# Elastic strain in a coherent core-shell wire

A long cylindrical core of radius $R_c$, coherently overgrown by a shell of outer radius $R_s$ with a different lattice constant, carries a uniform strain that depends only on the misfit, the area fraction of the core and Poisson's ratio. This page derives that strain, converts it into the heavy-light hole splitting of the core, and evaluates both for a GaAs core in a GaP shell.

## Premises and conventions

1. **Geometry.** Concentric circular cylinders along $z$, of length $L\gg R_s$, free of external load, with $\eta=R_c^2/R_s^2$.
2. **Coherence.** The lattice is continuous across the interface: no dislocations, no interdiffusion.
3. **Linear isotropic elasticity with equal moduli.** Both materials share the Lamé constants $\lambda,\mu$. We write $3K=3\lambda+2\mu$ ($K$ the bulk modulus) and $M=\lambda+2\mu$ (longitudinal modulus). With $\lambda=2\mu\nu/(1-2\nu)$ and Young's modulus $E=2\mu(1+\nu)$, one has $3K/M=(1+\nu)/(1-\nu)$.
4. **Small misfit.** $f=(a_{\rm core}-a_{\rm shell})/a_{\rm shell}$, kept to first order.

Tensile strain and stress are positive, and shear components are tensor components, half the engineering shear. The displacement $\mathbf u$ is measured from the unstrained shell lattice continued through the whole wire. A free piece of core material is larger than this reference by $1+f$ in every direction. The total strain $\varepsilon_{ij}=\tfrac12(\partial_iu_j+\partial_ju_i)$ therefore splits as

$$\varepsilon_{ij}=e_{ij}+f\chi\,\delta_{ij},$$

with $\chi=1$ in the core and $0$ in the shell. The elastic strain $e_{ij}$ is the deformation of each crystal relative to its own free lattice. It produces stress and shifts bands:

$$\sigma_{ij}=\lambda\,{\rm tr}\,e\;\delta_{ij}+2\mu e_{ij}=\lambda\,{\rm tr}\,\varepsilon\;\delta_{ij}+2\mu\varepsilon_{ij}-3Kf\chi\,\delta_{ij}.$$

## Step 1: form of the displacement

Rotational symmetry removes any dependence on $\theta$, and mirror planes through the axis give $u_\theta=0$. Far from the ends the strain cannot depend on $z$, so $u_r=u(r)$ and $u_z=z\,\varepsilon_{zz}(r)+w(r)$. The shear $\varepsilon_{rz}=\tfrac12(z\,\varepsilon_{zz}'+w')$ is independent of $z$ only if $\varepsilon_{zz}=\varepsilon_0$ is one constant for core and shell together. Axial equilibrium, $d(r\sigma_{rz})/dr=0$, with continuous traction and $\sigma_{rz}(R_s)=0$, gives $w'=0$. This state is generalised plane strain:

$$\varepsilon_{rr}=u',\qquad \varepsilon_{\theta\theta}=u/r,\qquad \varepsilon_{zz}=\varepsilon_0 .$$

## Step 2: radial equilibrium

The remaining equation is $\sigma_{rr}'+(\sigma_{rr}-\sigma_{\theta\theta})/r=0$. Inside either region $\chi$ is constant, so $\sigma_{rr}'=\lambda(u'+u/r)'+2\mu u''$, while $(\sigma_{rr}-\sigma_{\theta\theta})/r=2\mu(u'/r-u/r^2)=2\mu(u/r)'$. The sum is

$$M\,\frac{d}{dr}\left[\frac1r\frac{d(ru)}{dr}\right]=0,$$

with solutions $r$ and $1/r$. Regularity on the axis excludes $1/r$ in the core:

$$u=Ar\ \ (r<R_c),\qquad u=Br+c\,\frac{R_c^2}{r}\ \ (R_c<r<R_s).$$

The core strain is thus uniform before any boundary condition is applied. The term $1/r$ has zero in-plane trace, and the stresses needed below are

$$\text{core: }\ \sigma_{rr}=2(\lambda+\mu)A+\lambda\varepsilon_0-3Kf,\qquad \sigma_{zz}=2\lambda A+M\varepsilon_0-3Kf,$$

$$\text{shell: }\ \sigma_{rr}=2(\lambda+\mu)B+\lambda\varepsilon_0-2\mu c\,\frac{R_c^2}{r^2},\qquad \sigma_{zz}=2\lambda B+M\varepsilon_0 .$$

## Step 3: four conditions for four constants

**(i) Coherence.** $u$ is continuous at $R_c$, so $A=B+c$.

**(ii) Traction balance.** $\sigma_{rr}$ is continuous at $R_c$: $2(\lambda+\mu)(A-B)+2\mu c=3Kf$. With (i) the left side is $2Mc$, hence

$$c=\frac{3K}{2M}f=\frac{1+\nu}{2(1-\nu)}\,f .$$

**(iii) Free surface.** $\sigma_{rr}(R_s)=0$ reads $2(\lambda+\mu)B+\lambda\varepsilon_0=2\mu c\eta$. Introduce $G=B+c\eta=u(R_s)/R_s$ and add $2(\lambda+\mu)c\eta$ to both sides. The right side becomes $2Mc\eta=3Kf\eta$:

$$2(\lambda+\mu)G+\lambda\varepsilon_0=3Kf\eta .$$

**(iv) No net axial force.** The end faces are unloaded, so the cross-section integral of $\sigma_{zz}$ vanishes: $\eta\,\sigma_{zz}^{\rm core}+(1-\eta)\sigma_{zz}^{\rm shell}=0$. Since $\eta A+(1-\eta)B=B+c\eta=G$,

$$2\lambda G+M\varepsilon_0=3Kf\eta .$$

Subtracting (iv) from (iii) leaves $2\mu(G-\varepsilon_0)=0$. Putting $G=\varepsilon_0$ into either equation gives $3K\varepsilon_0=3Kf\eta$. Therefore

$$\varepsilon_0=G=f\eta,\qquad B=\eta(f-c),\qquad A=c+\eta(f-c),\qquad f-c=\frac{1-3\nu}{2(1-\nu)}f .$$

Length and outer radius of the wire change as if it had the area-weighted mean lattice constant.

## Result for the strain

**Core.** Subtracting $f$ gives $e_{zz}=f\eta-f$ and $e_\perp=A-f=-(1-\eta)(f-c)$:

$$\boxed{e_{zz}=-f(1-\eta),\qquad e_{rr}=e_{\theta\theta}\equiv e_\perp=-f(1-\eta)\frac{1-3\nu}{2(1-\nu)}}$$

The band structure needs the dilatation and the axial distortion $\delta=e_{zz}-e_\perp=-(1-\eta)c$:

$${\rm tr}\,e=-2f(1-\eta)\frac{1-2\nu}{1-\nu},\qquad \delta=-f(1-\eta)\frac{1+\nu}{2(1-\nu)} .$$

Hooke's law gives the core stresses $\sigma_{zz}=-Ef(1-\eta)/(1-\nu)$ and $\sigma_{rr}=\sigma_{\theta\theta}=\sigma_{zz}/2$. For $f>0$ the core is squeezed twice as hard along the axis as across it. The transverse strain is small because the Poisson expansion caused by the axial squeeze nearly cancels the radial compression. The cancellation is exact at $\nu=1/3$.

**Shell.** Here $e=\varepsilon$:

$$e_{zz}=f\eta,\qquad e_{rr}=B-c\,\frac{R_c^2}{r^2},\qquad e_{\theta\theta}=B+c\,\frac{R_c^2}{r^2}.$$

Two limits confirm the signs. At the interface $e_{zz}$ and $e_{\theta\theta}$ both jump by $f$, as coherence requires. For a thin shell, $\eta\to1$, the core is unstrained and the shell has $e_{zz}=e_{\theta\theta}=f$, $e_{rr}=f-2c=-2\nu f/(1-\nu)$, the state of a pseudomorphic planar film.

**Energy.** The self-equilibrated stress does no work on the compatible strain $\varepsilon$, so $\tfrac12\int\sigma_{ij}e_{ij}\,dA=-\tfrac12 f\int_{\rm core}{\rm tr}\,\sigma\,dA$. With ${\rm tr}\,\sigma=2\sigma_{zz}$ the energy per length is $\pi R_c^2Ef^2(1-\eta)/(1-\nu)$, which saturates for a thick shell.

## Step 4: valence-band splitting in the core

All energies are electron energies at $k=0$, so a higher level is a lower hole energy. The top valence states of a zinc-blende crystal form an orbital triplet, described by $L=1$ matrices, times spin. Cubic symmetry allows three terms linear in strain (the Bir–Pikus form). In cube axes,

$$H=a_v\,{\rm tr}\,e-3b\sum_i\left(L_i^2-\tfrac23\right)e_{ii}-\sqrt3\,d\sum_{i<j}(L_iL_j+L_jL_i)\,e_{ij}+\frac{\Delta}{3}(\mathbf L\cdot\boldsymbol\sigma-1).$$

In this sign convention $b$ and $d$ are negative for GaAs. The last term, with Pauli matrices $\boldsymbol\sigma$, puts the $J=3/2$ quartet at $0$ and the split-off $J=1/2$ doublet at $-\Delta$. Energies below are counted from $a_v\,{\rm tr}\,e$.

For a wire along the unit vector $\mathbf n$ the core strain is $e_{ij}=e_\perp\delta_{ij}+\delta\,n_in_j$. The isotropic part drops out of the $b$ term because $\sum_iL_i^2=2$.

- **Axis [001].** Only the $b$ term survives, $-3b\delta\,(L_z^2-\tfrac23)$.
- **Axis [111].** The diagonal components are equal, so the $b$ term vanishes, and $e_{xy}=e_{yz}=e_{xz}=\delta/3$. From $L_n=(L_x+L_y+L_z)/\sqrt3$ follows $\sum_{i<j}(L_iL_j+L_jL_i)=3L_n^2-2$, so the term is $-\sqrt3\,d\,\delta\,(L_n^2-\tfrac23)$.

Both cases read $-3Q\,(L_n^2-\tfrac23)$ with $Q=\beta\delta$, where $\beta=b$ for [001] and $\beta=d/\sqrt3$ for [111]. For other axes this form holds only if $d=\sqrt3\,b$.

The projection $m$ of $\mathbf J$ on the axis is conserved. Label orbital states by the eigenvalue of $L_n$. The heavy-hole state $|\tfrac32,\tfrac32\rangle=|1\uparrow\rangle$ has $L_n^2=1$, so $E_{HH}=-Q$. For $m=\tfrac12$ the states are

$$|LH\rangle=\sqrt{\tfrac23}\,|0\uparrow\rangle+\sqrt{\tfrac13}\,|1\downarrow\rangle,\qquad |SO\rangle=\sqrt{\tfrac23}\,|1\downarrow\rangle-\sqrt{\tfrac13}\,|0\uparrow\rangle .$$

Only the $|1\downarrow\rangle$ parts contribute to $L_n^2$, giving $\tfrac13$ and $\tfrac23$ on the diagonal and $\sqrt2/3$ off it. The block is

$$H_{1/2}=\begin{pmatrix}Q&-\sqrt2\,Q\\-\sqrt2\,Q&-\Delta\end{pmatrix},\qquad E_{LH}=\tfrac12\left[Q-\Delta+\sqrt{\Delta^2+2\Delta Q+9Q^2}\right].$$

The names heavy ($|m|=3/2$) and light ($|m|=1/2$) refer to the mass along the wire axis. The splitting is

$$E_{LH}-E_{HH}=\tfrac12\left[3Q-\Delta+\sqrt{\Delta^2+2\Delta Q+9Q^2}\right]=2Q+\frac{2Q^2}{\Delta}+\dots$$

For $|Q|\ll\Delta$ the first term suffices, and inserting $\delta$ gives

$$\boxed{|E_{LH}-E_{HH}|=|\beta f|\,(1-\eta)\,\frac{1+\nu}{1-\nu},\qquad \beta=b\ \text{for [001]},\quad \beta=\frac{d}{\sqrt3}\ \text{for [111]}}$$

For $f>0$ and $\beta<0$ one has $Q>0$, and the light hole is the top valence state. This is opposite to a compressively strained planar quantum well, where $\delta>0$ along the growth axis. The relative correction from the split-off band is $Q/\Delta$ to leading order, and for $Q\gg\Delta$ the splitting tends to $3Q$. The direct gap at $\Gamma$ changes by $a\,{\rm tr}\,e-\max(E_{LH},E_{HH})$, where $a=a_c-a_v$ is the hydrostatic deformation potential of that gap.

## Choosing $\nu$ for a cubic crystal

Elasticity enters the strain only through $3K/M$. For a cubic crystal $3K=C_{11}+2C_{12}$ exactly, while the longitudinal modulus depends on the direction $\mathbf s$:

$$M(\mathbf s)=C_{11}-2D\,(s_x^2s_y^2+s_y^2s_z^2+s_z^2s_x^2),\qquad D=C_{11}-C_{12}-2C_{44}.$$

The bracket averages to $1/5$ over the sphere. This gives the Voigt value $M=C_{11}-\tfrac25D$, with $\mu=\tfrac34(M-K)$ and $\lambda=M-2\mu$. The ratio $C_{12}/(C_{11}+C_{12})$ amounts to $M=C_{11}$, the softest direction when $D<0$, and gives a larger $c$.

Condition (ii) shows that the relevant $M$ is the radial one. For $\mathbf s\perp[111]$ the components sum to zero, so $s_xs_y+s_ys_z+s_zs_x=-\tfrac12$, and squaring this gives $1/4$ for the bracket at every azimuth. Hence $M'=\tfrac12(C_{11}+C_{12}+2C_{44})$ throughout the cross-section. If the trigonal constant $C'_{14}=\sqrt2D/6$ of the rotated tensor is dropped, the medium is transversely isotropic. Steps 1 to 3 then repeat, since a unit dilatation still produces the stress $3K$ in every direction, and give $\varepsilon_0=G=f\eta$ and $c=3Kf/2M'$. The dropped constant couples the in-plane shear of the shell to a threefold warping $u_z(r,\theta)$. Reversing its sign only turns the crystal by 180° about the axis, so it changes the axisymmetric solution in second order, on the scale $C_{14}'^2/(C'_{44}C'_{66})$ with $C'_{44}=C_{44}+D/3$ and $C'_{66}=C_{44}+D/6$.

## Numerical illustration: GaAs core, GaP shell

Compiled measured values: for GaAs $\Delta=0.341$ eV, direct gap 1.519 eV and $\gamma_3=2.93$, all at 0 K (Vurgaftman 2001); for GaP $C_{11}=140$ GPa and $C_{12}=62$ GPa (Råsander 2015).

Typical values, used as inputs: room-temperature lattice constants 5.6533 Å (GaAs) and 5.4505 Å (GaP); GaP $C_{44}=70$ GPa; GaAs $C_{11},C_{12},C_{44}=119,54,59$ GPa; GaAs $b=-2.0$ eV, $d=-4.8$ eV, $a=-8.3$ eV. Assumed geometry: $R_c=25$ nm, $R_s=50$ nm, axis [111], the usual growth direction of such wires.

These give $f=0.0372$ and $\eta=0.25$. The Voigt moduli of GaP are $3K=264$, $M=164.8$, $\mu=57.6$, $\lambda=49.6$ GPa, so $\nu=0.23$ and $E=142$ GPa. GaAs has $3K=227$, $M=140.2$, $\mu=48.4$, $\lambda=43.4$ GPa and $\nu=0.24$. We use $f=0.0372$, $\nu=0.23$ and $E=142$ GPa for both, so $3K/M=1.60$, $c=0.030$ and $B=0.0019$.

| model elastic strain (%) | $e_{zz}$ | $e_{rr}$ | $e_{\theta\theta}$ |
|---|---|---|---|
| core | −2.8 | −0.56 | −0.56 |
| shell at $R_c$ | 0.93 | −2.8 | 3.2 |
| shell at $R_s$ | 0.93 | −0.56 | 0.93 |

In the core ${\rm tr}\,e=-3.9\,\%$, $\delta=-2.2\,\%$, $\sigma_{zz}=-5.1$ GPa and $\sigma_{rr}=-2.6$ GPa.

With $\beta=d/\sqrt3=-2.77$ eV one finds $Q=62$ meV and a linear splitting $2Q=0.12$ eV. The full expression gives $E_{LH}=80$ meV and $E_{HH}=-62$ meV, a splitting of 0.14 eV. The split-off band adds 18 meV, or 15 % of the linear value, the largest of the corrections to the splitting of the coherent wire evaluated here. For a [001] axis and the same $\nu$, $Q=45$ meV, and the splitting is 89 meV in the linear form and 99 meV in the full one. The hydrostatic term is $a\,{\rm tr}\,e=0.32$ eV, so for [111] the model's direct gap rises by 0.24 eV to 1.76 eV.

## Range of validity

**Unequal moduli.** The displacement of Step 2 still holds, so the core strain stays uniform, but (ii) to (iv) must carry separate constants. Solving the four linear equations with the Voigt $\lambda,\mu$ of each material gives $e_{zz}=-2.9\,\%$, $e_\perp=-0.66\,\%$ and ${\rm tr}\,e=-4.2\,\%$. The distortion $\delta$ moves by less than 1 %, while the dilatation grows by 8 %, which adds 0.03 eV to the gap.

**Cubic anisotropy.** For [111] and the GaP constants, $M'=171$ GPa and $3K/M'=1.54$. This lowers $|\delta|$ by 3 % and, through ${\rm tr}\,e=-f(1-\eta)(3-3K/M')$, raises the dilatation by 4 %. The warping scale is 0.07. For [001] the radial modulus runs from 140 to 171 GPa around the azimuth, $3K/M$ runs from 1.89 to 1.54, and the isotropic result is correspondingly rougher.

**Finite strain.** Referring the misfit to the core lattice gives $f/(1+f)=0.0359$, lower by 3.6 %. Geometric terms of second order have this relative size. Third-order elastic constants and quadratic deformation potentials also enter at relative order $f$, with coefficients not evaluated here. Two figures are the most the energies support.

**Confinement.** The band formulas describe bulk edges. For a hard wall and a [111] axis, the diagonal Luttinger terms give transverse inverse masses $\gamma_1\pm\gamma_3$ (upper sign for $|m|=3/2$) in units of $1/m_0$. The lowest subbands then separate by an extra $2\gamma_3\hbar^2j^2/(2m_0R_c^2)$, with $j=2.405$ the first zero of $J_0$, in the same direction as the strain splitting for $Q>0$. This estimate neglects band mixing. It gives 2 meV at $R_c=25$ nm and 52 meV at 5 nm, where a multiband calculation is needed.

**Other valleys and piezoelectricity.** The distortion lowers the L valley along [111] by $\tfrac23\Xi_u|\delta|$, which is 0.21 eV for a typical $\Xi_u=14$ eV, against a typical unstrained $\Gamma$–L separation of 0.3 eV. The value 1.76 eV is therefore the direct gap, and it need not be the lowest one. The piezoelectric potential of the sheared [111] wire shifts all bands alike at each point. It leaves the local splitting unchanged but can displace carriers.

**Shape.** By Saint-Venant's principle the end corrections decay over a distance of order $R_s$. A hexagonal cross-section makes the strain non-uniform near the corners. An eccentric shell bends the wire and adds an axial strain linear across the section.

**Coherence.** A prismatic dislocation loop round the core, with axial Burgers vector $b_z$, releases $|\sigma_{zz}|\,b_z\pi R_c^2$ and costs about $2\pi R_c\,\mu b_z^2\Lambda/[4\pi(1-\nu)]$, where $\Lambda$ is the logarithmic factor of the line energy. It lowers the energy when

$$R_c>\frac{b_z\Lambda}{4\pi(1+\nu)\,|f|\,(1-\eta)} .$$

With assumed $b_z=0.4$ nm and $\Lambda=3$ the threshold is about 3 nm at $\eta=0.25$. A coherent 25 nm core is thus at best metastable, kept so by the barrier to nucleating dislocations. The model's 0.14 eV splitting and 0.24 eV gap shift belong to the fully coherent wire, and plastic relaxation of the misfit makes both smaller.